Taking one electron from diphosphane, P₂H₄, with the atoms held in place turns a closed-shell molecule into a cation with one unpaired electron. The energy this takes is the gap studied here, and a negative error means that a level makes the electron too easy to remove. Each level has some error in the total energy of both states. The error in the gap is that of the cation less that of the neutral molecule, so a poor total energy can still give a good gap.

Vertical ionisation of P₂H₄ (neutral singlet to cation doublet) at the PBE0/def2-SVP geometry, with Ansatz 0.2.0 and the AFQMC program afq 1. The basis is def2-TZVP except in the CBS rows; wavefunction levels use RHF (neutral) and UHF (cation) with frozen cores. The best estimate is CCSD(T) at the def2-TZVPP/QZVPP limit plus the step to CCSDT(Q).

| level | this level less the best estimate at the basis limit (meV) | statistical noise, one standard error (meV) |
| --- | --- | --- |
| HF | -1028.0 | 0.000 |
| MP2 | -76.0 | 0.000 |
| CCSD | -160.0 | 0.000 |
| CCSD(T) | -144.0 | 0.000 |
| CCSDT | -158.0 | 0.000 |
| CCSDT(Q) | -160.0 | 0.000 |
| ph-AFQMC/CISD | -150.0 | 8.000 |
| released AFQMC | -146.0 | 12.000 |
| HF/CBS | -1038.0 | 0.000 |
| MP2/CBS | 107.0 | 0.000 |
| CCSD(T)/CBS | 17.0 | 0.000 |
| PBE | -329.0 | 0.000 |
| r2SCAN | -282.0 | 0.000 |
| PBE0 | -217.0 | 0.000 |
| B3LYP | -188.0 | 0.000 |
| wB97M-V | -71.0 | 0.000 |
| B2PLYP | -217.0 | 0.000 |

### 1. Why is Hartree–Fock so low?

Hartree–Fock (HF) lets each electron feel only the average field of the others. It omits correlation, the way electrons avoid one another from moment to moment. The neutral molecule has one more electron, paired with a partner in the same orbital, and so has more correlation energy to lose. HF therefore places the neutral too high relative to the cation, and the gap comes out about 1 eV too small. An excitation from a closed-shell singlet to a triplet usually errs in the same direction, because it too breaks a pair.

### 2. Why is even CCSDT(Q) off by 160 meV?

CCSDT(Q) treats the joint motion of up to four electrons and is the reference for the method. Its row uses a small basis, however, while the errors refer to the complete-basis limit (CBS), so the 160 meV is basis error. Smooth orbitals describe the close approach of two electrons poorly, and this costs the neutral more than the cation. On going to the limit, the CCSD(T) gap rises by 161 meV while that of HF falls by only 10 meV. The slow part is correlation.

### 3. Is MP2, at −76 meV, a good cheap choice?

Its small error is the sum of two larger ones. Against CCSDT(Q) in the same basis, MP2 puts the gap 84 meV too high, and the basis pulls it down by 160 meV. A better basis removes the second error but not the first. MP2's own gap rises by 183 meV on the way, somewhat more than the 160 meV of CCSDT(Q), and ends 107 meV too high at the limit. When a larger basis makes a result worse, the earlier agreement came from cancellation.

### 4. Does CCSD beat CCSD(T)?

In the small basis CCSD gives the same gap as CCSDT(Q), while CCSD(T) is 16 meV higher. Yet CCSD misses 460 meV of energy in the neutral and just as much in the cation, chiefly from the joint motion of three electrons. CCSD(T) adds an estimate of that motion and misses only about 62 meV in the neutral and 78 meV in the cation. CCSD(T) is the safer choice, because its gap does not depend on two large omissions being equal.

### 5. HF lies far below PBE. Does adding HF exchange to PBE lower the gap?

PBE0 replaces a quarter of the PBE exchange by HF exchange. If that meant moving a quarter of the way from PBE to HF, the error would be −329 + 0.25 × (−1028 + 329) ≈ −504 meV. The computed error is −217 meV, so the gap rises where the simple picture makes it fall. The picture fails because HF is low for want of correlation, and PBE0 keeps the whole of the PBE correlation. The quarter comes from the definition of PBE0, and the PBE0 row played no part in the estimate.

All six functionals are too low, with wB97M-V the closest at −71 meV. A likely cause, untested here, is that approximate functionals make a hole spread over both phosphorus atoms too stable. HF exchange counteracts this, which would fit the rise from PBE to PBE0. B2PLYP also contains an MP2-like term, so part of its error is probably basis error.

### 6. Which of the two AFQMC rows is better?

They cannot be ranked. AFQMC samples the correlated state with random walks, and its two gaps differ by 4 meV, less than the noise of either. Both lie at most 1.25 standard errors from CCSDT(Q) in the same basis. This agreement is weaker support than it looks, because the reference was accepted only on condition that CCSDT(Q) and released AFQMC roughly agreed. The phaseless row (ph) may also carry a bias of some meV that longer sampling would not remove.

### 7. Which digits of the 9.260 eV estimate can be trusted?

I would trust it to about a tenth of an eV and treat the second decimal as a good guess. Rounding to 9.3 eV adds no safety, since a value little more than 0.01 eV lower would round to 9.2 eV. No random sampling entered, but the step to the basis limit has an uncertainty of its own, and the correlation of the core electrons is left out. A measured onset of ionisation should lie lower, since the real cation can relax its shape and the gap here is for fixed atoms.

### 8. Where should extra computing effort go?

Once CCSD(T) is affordable, enlarge the basis first. For this molecule that step moves the gap by 161 meV, ten times the 16 meV by which it changes from CCSD(T) to CCSDT(Q). The output below lists the differences between rows and the PBE0 estimate. To judge a cheaper method, compare it with a better one in the same basis, and only then with the limit.

Printed output of the fit:

```
Gaps of HF at the limit and CCSDT(Q) in the small basis and PBE (eV): 8.222, 9.1, 8.931
Shift from small basis to limit for HF and MP2 and CCSD(T) (meV): -10, 183, 161
Correlation part of that shift for MP2 and CCSD(T) (meV): 193, 171
HF and MP2 less CCSDT(Q) in the same basis (meV): -868, 84
CCSD and CCSD(T) and CCSDT less CCSDT(Q) in the same basis (meV): 0, 16, 2
Correlation part of the gap at the limit by MP2 and by best estimate (meV): 1145, 1038
Energy missed by MP2 against CCSDT(Q) in neutral and cation (meV): 1737, 1821
Energy missed by CCSD against CCSDT(Q) in neutral and cation (meV): 460.1, 460.1
Energy missed by CCSD(T) against CCSDT(Q) in neutral and cation (meV): 61.5, 77.5
Share of the neutral correlation energy found by MP2 (percent): 82.59
Phaseless and released AFQMC less CCSDT(Q) in the same basis (meV): 10, 14
The same two differences in standard errors: 1.25, 1.167
Released less phaseless AFQMC (meV): 4
PBE0 less PBE (meV): 112
Error expected a quarter of the way from PBE to HF and PBE0 less this (meV): -503.8, 286.8
Number of levels below the best estimate and number of all levels: 15, 17
```
